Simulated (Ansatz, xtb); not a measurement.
C4H7BO2: which of two isomers lies lower

Structure a is `B[C@@]1(C=O)CCO1`, a singlet and structure b is `BC1(C=O)COC1`, a singlet. Both are isolated molecules in the gas phase, relaxed with r2SCAN-D4/def2-SVP; the shapes shown needn't be the lowest conformers.

a (Å):

```xyz
14

C    -1.5347    1.0541    1.2398
C    -0.0543    1.0019    1.4599
C    -2.0255    0.5613   -0.1747
C    -2.3973    2.0424   -0.3491
B    -2.4674    0.0204    1.9051
O     0.6485    0.0669    1.1617
O    -2.0175    2.3926    0.9905
H    -3.6106    0.3233    2.1344
H    -2.0457   -1.0979    2.0517
H     0.3460    1.9356    1.9421
H    -1.2192    0.1196   -0.7776
H    -2.8870   -0.1377   -0.1763
H    -3.4646    2.2438   -0.5432
H    -1.7853    2.5701   -1.1042
```

b (Å):

```
atom    x (Å)    y (Å)    z (Å)
   C  -0.5015  -0.3076   1.3301
   C   0.8838  -0.2071   1.8626
   C  -1.5734   0.6361   1.8814
   C  -0.8010   0.4422  -0.0389
   B  -0.9207  -1.5880   0.5744
   O   1.1577   0.2581   2.9435
   O  -1.8439   1.1753   0.5647
   H  -2.0860  -1.8830   0.4900
   H  -0.0640  -2.2209   0.0051
   H   1.6771  -0.6178   1.1779
   H  -2.4690   0.1680   2.3205
   H  -1.1703   1.4007   2.5672
   H  -1.1569  -0.1859  -0.8960
   H   0.0519   1.0403  -0.4135
```

Energies in hartree; the thermal terms are from GFN2-xTB frequencies at re-optimised GFN2-xTB minima (ideal gas, soft modes damped towards free rotors, one conformer each, 298.15 K, 1 atm) and include the zero-point energy:

```
                              a           b
E, CCSD(T)/def2-SVP  −330.691627  −330.691200
    E, MP2/def2-SVP  −330.601709  −330.601656
  E, MP2/def2-TZVPP  −331.217753  −331.218727
  zero-point energy     0.103035     0.103197
       H(298 K) − E     0.111746     0.111860
       G(298 K) − E     0.071161     0.071225
```

Correct the CCSD(T) difference for the basis set by the MP2 change, then work out ΔE, ΔE₀, ΔH and ΔG for a → b in kcal/mol (1 Eh = 627.51 kcal/mol) and the equilibrium ratio [b]/[a].

1. Differences b − a: CCSD(T) +0.000427, MP2 in the small set +0.000053, MP2 in the large set −0.000974 Eh.
2. ΔE = +0.000427 + (−0.000974 − (+0.000053)) = −0.000600 Eh = −0.38 kcal/mol.
3. ΔE₀ = ΔE + ΔZPE = −0.000600 + (+0.000162) Eh = −0.27 kcal/mol.
4. ΔH = ΔE + (+0.000114) Eh = −0.30 kcal/mol.
5. ΔG = ΔE + (+0.000064) Eh = −0.34 kcal/mol, so ΔS = (ΔH − ΔG)/T = +0.4 J/(mol K).
6. kT = 0.9442 mEh, so K = [b]/[a] = exp(−ΔG/kT) = exp(+0.57) ≈ 1.8.

The two are too close for this level to say which is favoured. An error of 1 kcal/mol in ΔG would change K by a factor of 5.4. Mirror images and further conformers aren't counted.

As drawn, both hold the same kinds of bond in the same numbers.

Other levels gave ΔE = −0.3 (r2SCAN-D4/def2-SVP); +0.6 (HF/def2-SVP); 0.0 (MP2/def2-SVP); +0.3 (CCSD(T)/def2-SVP) kcal/mol. The correlated steps freeze 7 core orbitals. Programs: Ansatz 0.2.0, xtb 6.7.1.

The near-degeneracy is chemically reasonable: both isomers are oxetanes carrying BH₂ and formyl on one ring carbon, so moving the ring oxygen from beside that carbon to the opposite position should leave most of the ring strain unchanged. The thermal terms also almost cancel, leaving the small preference for b essentially electronic. Its sign comes from the basis-set correction, which outweighs the small-basis CCSD(T) preference for a.

In both geometries boron leans towards one ring CH₂, and the C–C bond to that carbon is longer than the other ring C–C bond. This suggests σ donation from a strained bond into boron's empty p orbital. In b the CH₂ concerned is bound to oxygen, whose lone pair can offset the loss of electron density; in a it isn't. This probably helps b, though the energies don't separate it from the other effects of moving the oxygen. Nor does the comparison show that either isomer would persist, since an unhindered BH₂ group readily attacks carbonyl groups.
